**Q:** We have a tungsten disulfide film with a little manganese in it, and an electron spin resonance spectrum full of small splittings. Can I estimate, with pencil and paper, how large a splitting each kind of atom should cause?

**A:** To within a factor of two or three of a computed value, yes. The sizes to remember are about a hundred megahertz on the manganese itself, tens on the nearest tungsten atoms in its layer, a few on the sulfur atoms bonded to it, and one or less on the other atoms of the computed cell. For a line near the free-electron position, 28 MHz corresponds to roughly one millitesla on the field axis. The table holds the computed values for manganese on a tungsten site with one unpaired electron. The ions were relaxed, and only the cell was held fixed.

Manganese on a tungsten site in WS2 (neutral 24-atom cell, one unpaired electron), computed with Ansatz 0.2.0: spin-polarised PBE, plane-wave PAW, scalar-relativistic, 420 eV cutoff, 4×4×2 k-mesh, ions relaxed in a fixed cell. The hyperfine constant is A in H = A I·S, from the contact spin density alone, with the response of the core electrons included.

```
atom  like atoms  distance from the defect (Å)  site moment (muB)  mass number  isotropic hyperfine constant (MHz)
 Mn1           1                          0.08               1.05           55                               -76.3
 S13           4                          2.30              -0.01           33                                 2.1
 S14           2                          2.36              -0.02           33                                 2.9
  W2           2                          3.16               0.01          183                                36.1
  W3           1                          3.18               0.03          183                                15.5
 S16           2                          3.98              -0.01           33                                -0.3
  S9           2                          4.68               0.00           33                                 1.0
 S10           6                          5.66               0.00           33                                -0.8
  W5           3                          6.51               0.00          183                                -0.2
  W8           1                          7.25               0.00          183                                -0.4
```

**Q:** What exactly is the isotropic hyperfine constant?

**A:** It is the $A$ in the energy $A\,\mathbf{I}\cdot\mathbf{S}$, which couples the spin $\mathbf{I}$ of a nucleus to the spin $\mathbf{S}$ of the unpaired electron. It is proportional to the surplus of one electron spin over the other at the nucleus itself, and to the magnetic moment of the nucleus per unit of its spin. Only s electrons have an appreciable density there, since p and d orbitals vanish at the centre of the atom. So the main question for each atom is how much surplus spin its s electrons leave at the nucleus. Two things limit what you see in a spectrum. Only nuclei with a spin split the line: all manganese nuclei have one, but only about one tungsten nucleus in seven and fewer than one sulfur nucleus in a hundred. And spin in p and d orbitals adds a part that changes with the direction of the field, which the table leaves out.

**Q:** Then why does manganese have the largest value? Its unpaired electron is a d electron.

**A:** The d electron acts through the filled s shells, an effect called core polarisation. Exchange makes the inner s electrons of like spin move slightly differently from those of opposite spin. In a 3d metal ion the balance leaves a surplus of opposite spin at the nucleus. Because the manganese nucleus has a positive magnetic moment, that makes its constant negative. This is standard theory, and the negative sign in the manganese row agrees with it.

**Q:** How do I turn that into a number?

**A:** Take a rough, recalled size for manganese ions in solids: $-200$ MHz for each unpaired d electron, when the total spin is that of one electron. An ion with five unpaired electrons has five times the spin density at the nucleus, but $A$ is defined per unit of total spin, so the factor of five cancels. That is why a value known from high-spin ions can be tried here. The number of unpaired d electrons on the atom is close to its site moment $m$ in Bohr magnetons, the surplus of one spin over the other around that atom.

**Q:** Let me work the manganese row, then. The site moment is 1.05, so

$$A \approx -200\ \text{MHz} \times 1.05 = -210\ \text{MHz}.$$

The table has $-76.3$ MHz. I have the right sign, but I am too large by a factor of 2.8.

**A:** And no value in the table was used to set the $-200$, so this is a fair trial of the rule. Part of the gap probably belongs to the calculation, because semilocal density functionals are known to underestimate core polarisation. Another part may be real: the unpaired orbital can mix with manganese's own outer s orbital, which would add a positive share that the rule leaves out. The disagreement therefore doesn't tell you which of the two numbers lies nearer to a measurement. Treat the estimate for manganese as an order of magnitude with a sign.

**Q:** For the neighbours, can I use the same recipe and multiply each site moment by some constant for the element?

**A:** The calculation rules that out. Take the two kinds of tungsten in the manganese layer, W2 and W3. In the unrounded site moments of the same run, W3 has about twice the moment of W2, yet its hyperfine constant is less than half as large. The bonded sulfur atoms would even need a negative factor, because their moment is negative and their hyperfine constant positive. A site moment counts all the spin around an atom, in p and d orbitals as well as in s orbitals, whereas the nucleus responds only to the small s part.

**Q:** So what decides that small s part?

**A:** How easily the atom's s orbital mixes with the state that holds the unpaired electron. In sulfur the valence s level is full and lies deep below the bonding levels, so it takes up little spin even when the atom is bonded directly to manganese. In tungsten the outer s level is higher and largely empty, and it can mix with the metal d states through which the spin spreads. One whole s electron on tungsten would give some thousands of megahertz, so a share of about one per cent is enough for tens. This is an argument from theory; the table shows only its outcome.

**Q:** And the outcome is that the tungsten atoms, although farther away, have the larger values?

**A:** Yes, typically by a factor of ten. They lie near 3.2 Å from the defect and the bonded sulfur atoms near 2.3 Å, so distance alone would put them in the wrong order. It is better to ask where an atom sits in the network of bonds. That gives a rule with three typical sizes:

- tungsten next to manganese in the same layer: 24 MHz, positive;
- sulfur bonded to manganese: 2.5 MHz, positive;
- the other atoms of the cell, which are sulfur farther away and tungsten in the next layer: 0.5 MHz, with no prediction of the sign.

**Q:** Where do the three sizes come from?

**A:** Each is the geometric mean of the computed sizes in its class. That is the natural average when errors are counted as factors, and it amounts to a least-squares fit of the logarithm of the size to the nine neighbour rows. Manganese stays out of the fit because its own d shell sets its value.

**Q:** I'll try W3. It is a tungsten atom in the manganese layer, 3.18 Å from the defect, so it belongs to the first class. The class has two rows, and

$$|A| \approx \sqrt{36.1 \times 15.5}\ \text{MHz} \approx 24\ \text{MHz}.$$

The computed value is 15.5 MHz, so I am too high by a factor of 1.5. But I used W3 to predict W3.

**A:** You did, so the factor of 1.5 flatters the rule. Leave W3 out and the class consists of W2 alone, which predicts 36 MHz, too large by a factor of 2.3. That is the more honest error for an atom you haven't seen.

**Q:** Why do two tungsten atoms at nearly the same distance differ so much?

**A:** The surroundings of manganese are slightly lopsided: measured from the centre of the defect, four of the bonded sulfur atoms are at 2.30 Å and two at 2.36 Å, and the manganese itself lies 0.08 Å off that centre. The unpaired orbital is probably lopsided too, whether as cause or as result, and may mix more with the outer s level of W2 than with that of W3. Spin in the d shell of W3, which has the larger site moment, may also lower its constant by core polarisation, as on manganese. Both links are plausible but untested here. The rule ignores the direction of the orbital and gives both atoms the same value.

**Q:** How good is the rule over all the neighbours?

**A:** With all nine rows in the fit, the worst estimate is off by a factor of 2.3. When each row in turn is left out and then predicted, the typical error is a factor of 2.0. An exponential decay with distance, with an extra factor for tungsten, also needs three constants, and its typical error in the same trial is a factor of 3.6. The classes follow bonds and layers, but they were chosen with these values in view, so the comparison favours them somewhat. The output printed below lists the estimates row by row.

**Q:** Can I use 24 MHz for the tungsten atoms in my film, where manganese is dilute?

**A:** You can, but it is more likely to be too high than too low. In the calculation the manganese atoms repeat every 6.4 Å within the layer, so each tungsten atom there touches two of them. If their contributions simply add, a tungsten atom beside a single manganese would have about half the value, but no larger cell was computed to check this. The cell is also too small to hold a tungsten atom of the same layer that isn't next to manganese, so the rule has no tested size for those. The functional also tends to spread the unpaired electron too far, which again puts too much spin on the neighbours.

**Q:** What about the smallest values? Sulfur S9 has 1.0 MHz and S16, which is closer, has only 0.3 MHz.

**A:** I wouldn't read anything into that order. Spin densities this small are uncertain by about their own size, and S16 has three manganese atoms at nearly the same distance because of the repeated cell. For these atoms the useful statement is that they can at most add a little to the width of a line and will hardly give a resolved splitting of their own.

**Q:** Is there a case in which the whole scheme would fail, and not just one number?

**A:** It could fail if the unpaired electron sat in a different orbital. The highest filled and lowest empty levels of this cell are only about 0.05 eV apart, and the calculation leaves out spin–orbit coupling, which in tungsten d states amounts to some tenths of an electronvolt. That could change the orbital that holds the spin, and with it the s share on every neighbour. So first settle which atom carries the spin and in what kind of orbital, then ask which neighbours have an s level that can mix with it, and only then put in the megahertz.

Printed output of the fit:

```
fit of log(absA) on 9 rows (r > 1): constant -0.7906 +/- 0.27, coefficient of nearS 1.694 +/- 0.51, coefficient of nearW 3.954 +/- 0.51; rms 0.496, worst W5 0.819, leave-one-out rms 0.704
  rows outside the fit (model, value, miss): Mn1 -0.7906, 4.335, -5.13
fit of log(absA) on 9 rows (r > 1): constant 3.339 +/- 0.96, coefficient of r -0.8596 +/- 0.22, coefficient of isW 1.931 +/- 0.76; rms 0.858, worst S10 -1.3, leave-one-out rms 1.28
  rows outside the fit (model, value, miss): Mn1 3.27, 4.335, -1.06
Rule of thumb against the calculation, sizes without sign:
  row  computed size in MHz  rule in MHz  larger over smaller
  Mn1                  76.3          210                2.752
  S13                   2.1        2.468                1.175
  S14                   2.9        2.468                1.175
   W2                  36.1        23.65                1.526
   W3                  15.5        23.65                1.526
  S16                   0.3       0.4536                1.512
   S9                     1       0.4536                2.205
  S10                   0.8       0.4536                1.764
   W5                   0.2       0.4536                2.268
   W8                   0.4       0.4536                1.134
Largest factor by which the rule misses a neighbour (Mn left out): 2.268
Typical leave-one-out factor of the three-size rule: 2.021
Typical leave-one-out factor of the exponential decay: 3.594
Typical in-layer W over typical bonded S, ratio of sizes: 9.585
Hyperfine constant of W3 over that of W2: 0.4294
Site moment of W3 over that of W2: 2.117
```
